How far a uniform field stretches an air bubble in hexane

An uncharged bubble or drop in an insulating liquid feels no net force in a uniform electric field, but it does not stay round. The field pushes on its surface unequally at different latitudes, and surface tension resists. The question arises wherever gas is trapped in a liquid dielectric under voltage, as in an insulating coolant or a potting compound before cure.

1. System and conventions

The inclusion has undeformed radius a and relative permittivity ε_p, the surrounding liquid has relative permittivity ε_m, and the interfacial tension is γ. The applied field E0 points along z, and θ is the polar angle from z, so the poles face the electrodes. With L the length along the field and B the breadth across it, the deformation is D = (L − B)/(L + B), positive for a prolate shape. Both phases are perfect dielectrics, linear and free of mobile charge. A normal traction f on the interface counts as positive when it points outward.

For hexane near 298 K the typical inputs are ε_m ≈ 1.88 and γ ≈ 0.112 eV/nm² (about 18 mN/m), and air has ε_p ≈ 1. The radius a = 10⁴ nm (10 µm) and the field E0 = 0.01 V/nm (0.1 MV/cm) are illustrative choices. In these units ε0 = 0.05526 eV/(V² nm), so ε0E² comes out as a pressure in eV/nm³, and 1 eV/nm³ is 160 MPa.

2. Estimate by hand

A dielectric liquid is drawn up between vertical capacitor plates as if by a pressure ½ε0(ε_m − 1)E². Around the equator of the bubble the geometry is the same: the field runs parallel to the surface, liquid on one side and air on the other. The liquid should press inward there, so the waist narrows and the bubble lengthens along the field. The natural pressure scale of surface tension is the Laplace pressure 2γ/a. Taking the ratio of the two as the relative distortion,

D_est ≈ ½ε0(ε_m − 1)E0² / (2γ/a).

Round to ε0 ≈ 0.05, ε_m ≈ 2 and γ ≈ 0.1. The electric pressure is ½ × 0.05 × 1 × 10⁻⁴ = 2.5 × 10⁻⁶ eV/nm³, the Laplace pressure is 2 × 10⁻⁵ eV/nm³, and the ratio is 0.125. The estimate says prolate, by roughly a tenth.

3. The careful calculation

Field. To first order in D the field may be computed for the undeformed sphere. Let S = ε_p/ε_m and β = (S − 1)/(S + 2) = (ε_p − ε_m)/(ε_p + 2ε_m). The potentials

φ_in = −E_i r cosθ, φ_out = −E0 (r − βa³/r²) cosθ

satisfy Laplace's equation. Continuity of φ at r = a gives E_i = (1 − β)E0 = 3E0/(S + 2), and with this β the normal displacement is continuous as well. At the surface the tangential field, of magnitude E_i sinθ, is the same on both sides, while the normal field is E_i cosθ inside and S E_i cosθ outside.

Traction. In a medium of permittivity ε the normal component of the Maxwell stress is ½ε0ε(E_n² − E_t²). The force density in a fluid also has an electrostrictive term. It is a pure gradient and is absorbed into the pressure, so p below means the pressure less that term, which is uniform in each phase at rest. The outer stress minus the inner stress is

f(θ) = ½ε0ε_m E_i² [(S² − S) cos²θ + (S − 1) sin²θ] = ½ε0ε_m (S − 1) E_i² [1 + (S − 1) cos²θ].

The shear component ε0εE_nE_t has no jump, because εE_n and E_t are both continuous, so nothing drives a flow and a static shape exists. With cos²θ = (1 + 2P2)/3, where P2 = (3cos²θ − 1)/2 is the Legendre polynomial of degree l = 2, the traction is f = f0 + f2 P2, and

f0 = ½ε0ε_m (S − 1) E_i² (S + 2)/3, f2 = ⅓ε0ε_m (S − 1)² E_i² = 3ε0ε_m E0² β².

The uniform part f0 only shifts the internal pressure. The shape is set by f2.

Capillarity. Write the surface as r = a(1 + δP2), which keeps the volume to first order in δ. The semi-axes are c = a(1 + δ) along z and b = a(1 − δ/2) across. The sum of the principal curvatures is κ = 2/a + 4δP2/a. This can be seen on a spheroid with those axes: at the pole κ = 2c/b² ≈ (2 + 4δ)/a, at the equator κ = 1/b + b/c² ≈ (2 − 2δ)/a, matching P2 = 1 and P2 = −½.

Balance. The interface is at rest when p_in − p_out + f(θ) = γκ(θ) at every θ. The P2 terms give 4γδ/a = 3ε0ε_m E0² β², so δ = ¾ Ca β², where Ca = ε0ε_m a E0²/γ is the electric capillary number. Since D = (c − b)/(c + b) ≈ ¾δ,

D = (9/16) (ε0ε_m a E0²/γ) [(ε_p − ε_m)/(ε_p + 2ε_m)]².

This is the result of O'Konski and Thacher (1953). The contrast enters squared, so a perfect dielectric inclusion turns prolate whether it is more or less polarisable than its surroundings, and stays round only when the permittivities match.

An energy argument confirms the coefficient. With the sources of E0 held fixed, a spheroid of volume V and depolarisation factor n along z has electric energy −½ε0ε_m E0² V (S − 1)/[1 + (S − 1)n]. For a slight stretch n ≈ ⅓ − (2/5)δ, which changes this energy by −(12π/5)ε0ε_m E0² a³β²δ, a decrease for either sign of β. At fixed volume the area grows by (8π/5)a²δ². Minimising the electric term plus γ times the area again gives δ = ¾ Ca β².

Numbers. For air in hexane S = 0.532, β = −0.185, β² = 0.0342 and E_i/E0 = 1.185. The stress scale is ε0ε_m E0² = 1.039 × 10⁻⁵ eV/nm³ (1.66 kPa), and γ/a = 1.12 × 10⁻⁵ eV/nm³, so Ca = 0.928. Then δ = 0.0238 and D = 0.0178. Each pole moves out by aδ = 2.4 × 10² nm, the equator moves in by 1.2 × 10² nm, and L − B = 3aδ = 7.1 × 10² nm. The net energy gain is (8π/5)γa²δ² = 3.2 × 10⁴ eV, against kT = 0.0257 eV at 298 K. Equipartition gives this mode a thermal amplitude δ_rms = [kT/((16π/5)γa²)]^½ = 1.5 × 10⁻⁵, so thermal motion plays no part.

Ca is close to one, yet the expansion holds, because the small quantity is Ca β² = 0.032. Minimising the same energy over spheroids of arbitrary aspect ratio, with their exact area and exact n, gives D = 0.0176, about 1 per cent lower. A spheroid is not the exact shape at second order, so this only sizes the correction. With that and the rounded inputs, the model's value is D ≈ 0.018.

4. Why the two differ by a factor of seven

The ratio of estimate to calculation is 0.125/0.0178 = 7.0. It splits into four factors, because the result can be written in terms of the tractions at pole and equator. Their difference is (3/2)f2, the curvature difference is 6δ/a = 8D/a, and therefore

D = (f_pole − f_equator)/(8γ/a).

Here f_equator = ½ε0(ε_p − ε_m)E_i² = −3.41 × 10⁻⁶ eV/nm³ and f_pole = S f_equator = −1.82 × 10⁻⁶ eV/nm³. The difference of the unrounded values, 1.60 × 10⁻⁶ eV/nm³, divided by 8γ/a = 8.96 × 10⁻⁵ eV/nm³, returns 0.0178.

Stiffness, factor 0.25. The Laplace pressure measures how hard the surface squeezes the gas, not how hard it resists a change of shape. A deformation D costs a pressure difference 8γD/a between pole and equator, four times the 2γD/a that the estimate assumed. A small D already means a larger change of curvature: when D is 1 per cent, the curvatures at pole and equator differ by 4 per cent of the mean. This is the largest single factor, and it is pure geometry.

Cancellation, factor 1 − S = 0.468. The estimate counted the squeeze at the waist and forgot the poles. The liquid is pulled towards the air there too, with a traction S times as large, so a little over half of the equatorial squeeze is matched all round and merely compresses the gas. This is where the second power of the contrast comes from. An estimate linear in ε_p − ε_m would change sign for a drop more polarisable than its host and wrongly predict flattening. For such a drop the traction is outward everywhere and strongest at the poles, so it too is prolate.

Local field, factor (E_i/E0)² = 1.404. The field along the waist of the bubble exceeds E0, since the potential drop concentrates in the less polarisable region. This factor works the other way and recovers part of the loss.

Rounding, factor 0.868. It is the product of 1.105 from ε0, 0.88 from ε_m − 1 and 0.893 from γ. With unrounded inputs the estimate would have been 0.109.

The product is 0.25 × 0.468 × 1.404 × 0.868 = 0.143, the inverse of 7.0. Apart from rounding, the three physical factors combine for a bubble to D/D_est = (9/4)(1 − S)/(S + 2)². This equals 0.164 for hexane and rises towards 9/16 as S → 0, so the estimate always overshoots, and worst at low contrast. A liquid silicone of the kind used to pot power modules, with typical ε_m ≈ 2.7 and γ ≈ 0.13 eV/nm², has β² = 0.0706 and Ca = 1.15 at the same a and E0. The model gives D = 0.046, and the unrounded estimate overshoots by 4.0 instead of 6.1. What the estimate gets right is the sign and the scaling as aE0²/γ.

5. What the model leaves out

Compression. The uniform traction is f0 = −2.88 × 10⁻⁶ eV/nm³, or −0.46 kPa. If the liquid connects to a field-free reservoir at about 101 kPa, isothermal compression shrinks the radius by roughly 0.46/(3 × 101), or 0.15 per cent, and D with it.

Gravity. With a typical density ρ ≈ 660 kg/m³ and g ≈ 9.81 m/s², the Bond number ρga²/γ is 3.6 × 10⁻⁵, far below D.

Discharge in the gas. The voltage across the bubble is 2aE_i = 237 V, under the Paschen minimum of air, typically about 330 V. In a much larger bubble at the same field the gas can discharge, charge then lands on the wall, and the perfect-dielectric picture no longer applies.

Conduction in the liquid. This is the one omission that can rival the effect. Any conductivity σ brings current to a wall that it cannot cross, and free charge builds up with the Maxwell-Wagner time τ = ε0(ε_p + 2ε_m)/(2σ). For an illustrative σ = 10⁻¹² S/m, τ = 21 s. If the charging runs to completion, the outer normal field vanishes and E_i = (3/2)E0. The same stress jump then has f2 = ¾(1 − 2S)ε0ε_m E0², which alone would give D = (9/64)(1 − 2S)Ca = −0.008, slightly oblate. The tangential field also drags the charge, and the liquid with it, from poles to equator. Taylor's leaky-dielectric theory (1966), which adds the stress of that flow in the creeping-flow limit, gives D = (9/64)(1 − 16S/5)Ca for a non-conducting bubble of negligible viscosity. Here that is −0.09, opposite in sign to the perfect-dielectric value and about 5 times as large. It shows only the scale of what full charging could do. Its peak surface speed, (9/40)Sε0ε_m E0² a/μ with a typical viscosity μ ≈ 0.3 mPa s, would be about 7 m/s at a Reynolds number ρua/μ of 1.5 × 10², which is not creeping flow, and a flow far slower than that would already sweep the charge along faster than conduction supplies it.

The perfect-dielectric result therefore belongs to a window in time. The shape responds on the inertial time (ρa³/γ)^½ = 6 µs, and motion in the liquid dies away within about ρa²/μ = 0.2 ms. After a 1 ms pulse the shape has settled while the charge has reached only t/τ = 5 × 10⁻⁵ of its final value. Conduction in hydrocarbons typically rises at high field, but a hundredfold larger σ still leaves that fraction at 0.5 per cent. Under an alternating field with a period much shorter than τ the charge never accumulates either. If the period is also much shorter than the inertial time, the shape follows the mean of E0², and if it is much longer, the shape follows E0² itself and pulses at twice the drive frequency. Inside this window the model's D ≈ 0.018 rests only on typical values of ε_m and γ and on the chosen radius and field. Under a long-held DC bias it has no such standing, and even its sign can fail.